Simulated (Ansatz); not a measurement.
## BOF (fluoro(oxo)borane): the energy, rung by rung

BOF: 3 atoms, total charge 0, spin state singlet. As SMILES, `O=BF`. The shape is that of a PBE0-D4/def2-TZVP optimisation.

```csv
atom,x (Å),y (Å),z (Å)
O,0.9831,-0.5651,0.4799
B,0.0203,-0.0116,0.0099
F,-1.0034,0.5768,-0.4898
```

Quantity: the energy change with the O1–B2 bond stretched from 1.206 to 1.507 Å, in eV. The values are calculated.

| level | kind | program | value (eV) | less FCI/STO-3G | CPU time (all runs) |
| --- | --- | --- | --- | --- | --- |
| HF/STO-3G (restricted) | Hartree–Fock | Ansatz | 3.18 | +1.13 | 0.16 s |
| SVWN5/STO-3G (restricted) | LDA | Ansatz | 1.98 | -0.07 | 0.51 s |
| BLYP/STO-3G (restricted) | GGA | Ansatz | 1.71 | -0.34 | 0.82 s |
| r2SCAN/STO-3G (restricted) | meta-GGA | Ansatz | 2.06 | +0.01 | 1.9 s |
| PBE0/STO-3G (restricted) | global hybrid | Ansatz | 2.28 | +0.23 | 0.82 s |
| wB97M-V/STO-3G (restricted) | range-separated hybrid | Ansatz | 2.36 | +0.31 | 9.2 s |
| MP2/STO-3G (restricted) | perturbation theory | Ansatz | 2.41 | +0.36 | 0.12 s |
| CCSDT(Q)/STO-3G (restricted) | coupled cluster or CI | Ansatz | 2.02 | -0.03 | 0.96 s |
| CCSDT/STO-3G (restricted) | coupled cluster or CI | Ansatz | 2.05 | 0.00 | 0.56 s |
| FCI/STO-3G | exact in the basis | Ansatz | 2.05 | 0.00 | 1.2 s |

FCI/STO-3G is exact within its basis and frozen core, so for wave-function methods in that basis the difference is their error; functionals converge differently with the basis, so for them it is only a difference. The first shape isn't each level's own minimum. The values span 1.71 to 3.18 eV. All rows use very small basis sets, so none should be taken for the real molecule's value. Times are those of the runs behind each value, whatever else they computed, on shared processors of several kinds: orders of magnitude only.

Stretching the B–O bond costs far too much energy at the Hartree–Fock level, 3.18 eV against 2.05 eV for FCI. The bond has strong multiple character, with oxygen π density donated towards boron. As it lengthens, the bonding and antibonding orbitals draw closer together and left-right correlation grows. A single restricted determinant cannot follow this and keeps too much ionic character. MP2 recovers most of the missing correlation but still leaves the stretch too costly, whereas CCSDT matches FCI to the printed precision. Adding perturbative quadruples lowers the value slightly too far, probably because the perturbative estimate overshoots as near-degeneracy sets in.

Among the functionals, the two hybrids give a higher stretching energy than the three semilocal forms. This is consistent with semilocal exchange mimicking part of the left-right correlation, an effect that exact exchange removes, though the correlation parts differ too. The agreement between CCSDT and FCI applies to an energy difference at a moderate stretch, and doesn't establish equal accuracy towards dissociation.
